**Q:** I would like to use a computed potential curve of InH⁺, but the T1 diagnostic of the coupled-cluster run drops suddenly just beyond the minimum. Does the bond change its character there, and do the energies notice?

InH⁺ (doublet, one unpaired σ electron), computed with PySCF 2.14.0, def2-TZVP, a 28-electron core potential on In and no spin-orbit coupling. Energies are relative to separated In⁺ and H at the same level. The functionals use unrestricted Kohn–Sham with fixed occupations; CCSD and its T1 use an ROHF reference, four frozen core orbitals and no virtuals above 20 Eh.

```tsv
bond length (Å)	r2SCAN (eV)	BP86 (eV)	B97-3 (eV)	CCSD (eV)	T1 diagnostic
1.671	-0.390	-0.266	-0.049	-0.081	0.035
1.746	-0.464	-0.353	-0.133	-0.152	0.037
1.801	-0.489	-0.385	-0.164	-0.173	0.038
1.857	-0.495	-0.398	-0.176	-0.176	0.038
1.913	-0.489	-0.397	-0.174	-0.168	0.031
1.987	-0.468	-0.381	-0.158	-0.149	0.028
2.080	-0.430	-0.350	-0.130	-0.118	0.030
2.191	-0.379	-0.309	-0.094	-0.086	0.028
```

**A:** Three sizes are worth keeping in mind. The well is a few tenths of an eV deep, the levels of theory differ from one another by up to a few tenths of an eV, and any energy step at the suspicious place is only about a thousandth of an eV. All four curves have their lowest row at 1.857 Å and rise on both sides of it. The row that stands out is the next one, at 1.913 Å, and it does so only through T1, which falls from 0.038 to 0.031.

**Q:** What does T1 measure, if not the bond?

**A:** Coupled cluster starts from one determinant with fixed orbitals and then adds excitations. The single excitations mainly reshape those orbitals, and T1 is the size of their amplitudes, scaled for the number of correlated electrons. It therefore says how far the correlated electrons want to move away from the starting orbitals. That depends on the molecule, but also on which starting orbitals were supplied.

**Q:** An energy curve bends strongly near its minimum. How can you tell a small step from ordinary curvature?

**A:** I subtract one curve from another. The functionals describe the same well, so most of the curvature cancels in the difference, and a step present only in CCSD would remain. The smooth model is then simple: across the suspicious interval, this difference should change at the mean of the rates found in the intervals just before and just after. Nothing is fitted.

Take CCSD less r2SCAN. From 1.801 Å onwards, the difference runs 0.316, 0.319, 0.321 and 0.319 eV over four successive rows. The suspicious interval is the middle one of the three.

The interval before it has a rate of 0.003 eV over 0.056 Å, or about 0.05 eV/Å. The interval after it has −0.002 eV over 0.074 Å, or about −0.03 eV/Å. Their mean is close to 0.01 eV/Å.

Over the 0.056 Å of the suspicious interval, that mean predicts a change of somewhat less than 0.001 eV. The table has 0.002 eV, so about 0.001 eV is left over, which is no more than the last printed digit can produce. BP86 and B97-3 in place of r2SCAN leave even less, as the printed output after this exchange shows. The same test applied to T1 leaves a drop of 0.006, most of the observed change. The break is real in the diagnostic and invisible in the energy.

**Q:** Why should the energy be so smooth? An open-shell cation sounds like a place for trouble.

**A:** Here the open shell is harmless, because no electron pair has to be separated. The partners are In⁺, with a closed 5s² shell, and a hydrogen atom with one 1s electron. When they meet, 5s and 1s form a bonding and an antibonding combination. Two electrons enter the first and one enters the second, so the antibonding electron cancels part of the bonding. Some In 5p character mixes into the singly occupied orbital and makes it less antibonding.

Now pull the atoms apart. In⁺ holds its 5s electrons more tightly than hydrogen holds its 1s electron, so the bonding orbital turns back into 5s and the singly occupied one into hydrogen 1s. The unpaired electron slides over to hydrogen as the mixing fades. In the r2SCAN run, the spin on In is 0.44 at 1.857 Å, 0.40 at 1.913 Å and 0.28 at 2.191 Å. There is no jump where T1 has one.

This is why one determinant with a fixed occupation can follow the bond all the way out. Each orbital can change its shape gradually, and none has to change its number of electrons. The energy can then change just as gradually.

**Q:** Then look at the last row. The CCSD curve climbs less steeply there than in the interval before. Is that a second break?

**A:** Probably not, because a well has this shape anyway. The curve must level off towards the separated partners, so its slope first grows beyond the minimum and later shrinks. For CCSD, the slope falls from 0.33 to 0.29 eV/Å in the interval that ends at 2.191 Å. The three functionals are still steepening there, but the same runs continue to longer distances, and all three turn over in the very next interval. CCSD most likely reaches its inflection a little earlier, though it has no rows further out to confirm this.

**Q:** If all the curves are smooth, may I take any of them?

**A:** Smoothness says nothing about depth. At 1.857 Å, r2SCAN binds by 0.495 eV and CCSD by 0.176 eV, a factor of 2.8. Yet the gap between these two curves varies by only 0.028 eV over the whole table, less than for either other functional. The level that differs most in depth is thus the one most nearly parallel to CCSD.

That has a consequence for stretched bonds. Every curve is counted from its own separated atoms, so the gap between any two should nearly close at large distance. For r2SCAN and CCSD it is still 0.293 eV at 2.191 Å. Nearly all of the disagreement therefore builds up further out, while the partners approach, and not in the well itself.

A known weakness of semilocal functionals fits the deep wells. They let an electron repel part of itself, and this error favours an electron spread over two atoms, as in a three-electron bond. B97-3 contains some exact exchange, which reduces the error, and its well is shallower than those of BP86 and r2SCAN. The argument does not explain why r2SCAN lies below BP86.

**Q:** B97-3 and CCSD agree at the minimum. Does that settle the depth?

**A:** They agree at 1.857 Å because the two curves cross there. At 1.671 Å they are 0.032 eV apart, with CCSD the lower. B97-3 also puts the free hydrogen atom about a tenth of an eV too low, and if this error does not fully cancel in the molecule, its well comes out too shallow. CCSD is no final judge either, since it leaves out triple excitations and the basis is finite. I would use the match as an indication that the well is shallow, not as a measured depth.

**Q:** So what makes T1 drop?

**A:** The table does not decide that. My guess is that the starting orbitals at 1.913 Å and beyond differ slightly in kind from those at shorter distances. CCSD energies depend only weakly on the starting orbitals, because the single excitations repair most of the difference, whereas T1 records how much repair was needed. Such a change could therefore move T1 clearly and leave the energy almost untouched. A single switch would not explain why T1 then wavers between 0.028 and 0.030, so the starting orbitals may be unsettled at more than one row. You can test it by starting the calculation at 1.913 Å from the orbitals of 1.857 Å, then doing the reverse, and comparing the reference energies as well as T1.

**Q:** Where would a real break in the energy come from?

**A:** One source is a second state of the same symmetry that comes close in energy. The two would repel each other, and the curve would bend sharply where they exchange character. In InH⁺, moving the charge from indium to hydrogen would give such a state, but for the separated atoms it costs roughly 8 eV, the ionisation energy of hydrogen less that of indium. Exciting In⁺ from 5s² to 5s5p gives a nearer one, still several eV up. Both are far above a well of a few tenths of an eV. Spin-orbit coupling, which is left out here, does not split a σ state with one unpaired electron to first order, so it should not add a break either.

The other source is a bond whose electron pair must be divided between the atoms. Neutral InH is the neighbouring case: its bond is an ordinary pair, with one electron belonging to each atom at large distance. A restricted determinant keeps the two electrons paired and runs to a wrong limit, while an unrestricted one branches off at some bond length. So before trusting a stretched curve, ask where each electron has to end up. If every pair stays on one atom, as 5s² does in In⁺, a smooth curve is the natural result.


Printed output of the fit:

```
Slope of each curve over the step ending at the row, eV/Å:
    row   r2SCAN     BP86    B97-3      CCSD
  1.746  -0.9867    -1.16    -1.12   -0.9467
  1.801  -0.4545  -0.5818  -0.5636   -0.3818
  1.857  -0.1071  -0.2321  -0.2143  -0.05357
  1.913   0.1071  0.01786  0.03571    0.1429
  1.987   0.2838   0.2162   0.2162    0.2568
   2.08   0.4086   0.3333   0.3011    0.3333
  2.191   0.4595   0.3694   0.3243    0.2883
CCSD less functional in eV, T1 change from the row before, r2SCAN spin on In:
    row  less r2SCAN  less BP86  less B97-3  T1 change  spin on In
  1.671        0.309      0.185      -0.032        n/a      0.5457
  1.746        0.312      0.201      -0.019      0.002      0.5028
  1.801        0.316      0.212      -0.009      0.001      0.4697
  1.857        0.319      0.222           0          0      0.4366
  1.913        0.321      0.229       0.006     -0.007      0.4046
  1.987        0.319      0.232       0.009     -0.003       0.365
   2.08        0.312      0.232       0.012      0.002      0.3214
  2.191        0.293      0.223       0.008     -0.002      0.2769
T1 change from 1.857 to 1.913 Å: -0.007
T1 step left over against neighbouring slopes: -0.005865
CCSD less r2SCAN, energy step left over, eV: 0.001257
CCSD less BP86, energy step left over, eV: 0.0008649
CCSD less B97-3, energy step left over, eV: 0.0003649
range of CCSD less r2SCAN over all rows, eV: 0.028
range of CCSD less BP86 over all rows, eV: 0.047
range of CCSD less B97-3 over all rows, eV: 0.044
r2SCAN depth over CCSD depth at the lowest row, ratio: 2.812
fall of the r2SCAN spin on In from first to last row: 0.2687
```
